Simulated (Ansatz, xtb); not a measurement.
Relative energy of two isomers of C3H7ClOSi2

Structure X is `C#CC[Si@H](Cl)O[SiH3]`, a singlet and structure Y is `ClC1=CC[SiH2]O[SiH2]1`, a singlet. Both are isolated molecules in the gas phase, relaxed with r2SCAN-D4/def2-SVP; the shapes shown needn't be the lowest conformers.

X (Å):

```xyz
14

C    -1.2985    2.0127   -0.2103
C    -1.0926    1.1923    0.6643
C    -0.8575    0.1298    1.6220
Cl   -0.6483   -3.0200    2.1030
O    -0.4173   -1.6577   -0.6040
Si   -1.2491   -1.5244    0.8023
Si    0.5869   -0.9399   -1.7249
H    -1.4780    2.7604   -0.9605
H    -1.4811    0.2484    2.5263
H     0.1951    0.1171    1.9592
H    -2.6999   -1.6881    0.5523
H     1.3017   -2.0260   -2.4508
H     1.5804   -0.0606   -1.0423
H    -0.2180   -0.1399   -2.6901
```

Y (Å):

```json
{"atom": "C", "x (Å)": "0.7208", "y (Å)": "-0.7930", "z (Å)": "-1.1065"}
{"atom": "C", "x (Å)": "0.6746", "y (Å)": "0.1052", "z (Å)": "-2.1107"}
{"atom": "C", "x (Å)": "-0.1317", "y (Å)": "1.3805", "z (Å)": "-2.0857"}
{"atom": "Cl", "x (Å)": "1.6422", "y (Å)": "-2.2806", "z (Å)": "-1.3076"}
{"atom": "O", "x (Å)": "-0.6910", "y (Å)": "0.8936", "z (Å)": "0.6860"}
{"atom": "Si", "x (Å)": "-0.3459", "y (Å)": "2.1436", "z (Å)": "-0.3704"}
{"atom": "Si", "x (Å)": "-0.1211", "y (Å)": "-0.6708", "z (Å)": "0.5683"}
{"atom": "H", "x (Å)": "1.2352", "y (Å)": "-0.1167", "z (Å)": "-3.0299"}
{"atom": "H", "x (Å)": "0.3276", "y (Å)": "2.1247", "z (Å)": "-2.7601"}
{"atom": "H", "x (Å)": "-1.1364", "y (Å)": "1.1898", "z (Å)": "-2.5125"}
{"atom": "H", "x (Å)": "-1.4745", "y (Å)": "3.1146", "z (Å)": "-0.3579"}
{"atom": "H", "x (Å)": "0.9145", "y (Å)": "2.8288", "z (Å)": "0.0442"}
{"atom": "H", "x (Å)": "-1.2532", "y (Å)": "-1.6344", "z (Å)": "0.6552"}
{"atom": "H", "x (Å)": "0.8677", "y (Å)": "-0.9629", "z (Å)": "1.6422"}
```

Task: Estimate which is lower in electronic energy at CCSD(T)/def2-SVP + ΔMP2/def2-TZVPP, and by roughly how much.

Result: Not settled: CCSD(T)/def2-SVP + ΔMP2/def2-TZVPP gives E(Y) − E(X) = +5.58 kJ/mol, but this leans on the basis-set step: CCSD(T) alone gives +1.91 kJ/mol.

Level by level:

```
                             level            geometry  E(Y) − E(X) (kJ/mol)  departure from the last row (kJ/mol)  job, with rough time for the two
                          GFN2-xTB            GFN2-xTB                   +4.49                                 −1.09              optimisation, 0.32 s
                         HF/STO-3G            GFN2-xTB                  −70.38                                −75.95               single point, 0.4 s
      r2SCAN-D4/def2-SVP//GFN2-xTB            GFN2-xTB                  −18.80                                −24.37               single point, 4.4 s
                r2SCAN-D4/def2-SVP  r2SCAN-D4/def2-SVP                  −15.73                                −21.30                optimisation, 72 s
                       HF/def2-SVP  r2SCAN-D4/def2-SVP                  +30.02                                +24.44           part of the CCSD(T) run
                      MP2/def2-SVP  r2SCAN-D4/def2-SVP                  +10.87                                 +5.29           part of the CCSD(T) run
                  CCSD(T)/def2-SVP  r2SCAN-D4/def2-SVP                   +1.91                                 −3.67                      single point
CCSD(T)/def2-SVP + ΔMP2/def2-TZVPP  r2SCAN-D4/def2-SVP                   +5.58                                                      single point, 65 s
```

As drawn, Y has 1 C–Cl, 1 C=C, 1 C–Si in place of 1 C≡C, 1 Cl–Si. Structure X has no ring, Y a 6-membered ring.

HF/STO-3G, r2SCAN-D4/def2-SVP//GFN2-xTB, r2SCAN-D4/def2-SVP put the two in the other order. CCSD(T)/def2-SVP finds them nearly level. The largest departure from CCSD(T)/def2-SVP + ΔMP2/def2-TZVPP is that of HF/STO-3G, 75.95 kJ/mol. The last row adds to CCSD(T) the change of the MP2 difference between the two basis sets, here +3.67 kJ/mol.

With thermal terms from frequencies at re-optimised GFN2-xTB minima (ideal gas, soft modes damped towards free rotors, one conformer each, 298.15 K, 1 atm): on the last row, ΔE + ΔZPE = +14.40, ΔH = +8.77, ΔG = +23.89 kJ/mol.

The correlated steps freeze 19 core orbitals. Mirror images aren't counted in ΔG. Codes used: Ansatz 0.2.0, xtb 6.7.1; the last row on 4 threads of Arm Neoverse V2 on a shared host.

The near balance in electronic energy reflects two opposing bond changes. Going from X to Y exchanges a strong, polar Si–Cl bond for a weaker C–Cl bond, but also turns one π component of the alkyne into a C–Si σ bond, and a six-membered ring with a flexible Si–O–Si link should carry little strain. Correlation favours the ring: in the same basis the gap falls from +30.02 kJ/mol at HF to +1.91 at CCSD(T), probably in part because the cyclic skeleton is more compact. The r2SCAN preference for Y barely changes on reoptimisation, so it stems mainly from the electronic treatment rather than the geometry. HF/STO-3G errs further the same way, as a minimal basis without polarisation functions describes Si–Cl bonding and the alkyne poorly.

The free energy favours X more clearly, since ring closure turns soft torsions into stiffer skeletal modes, raising the zero-point energy and lowering the entropy. Conformational mixing would probably add to the open chain's advantage.
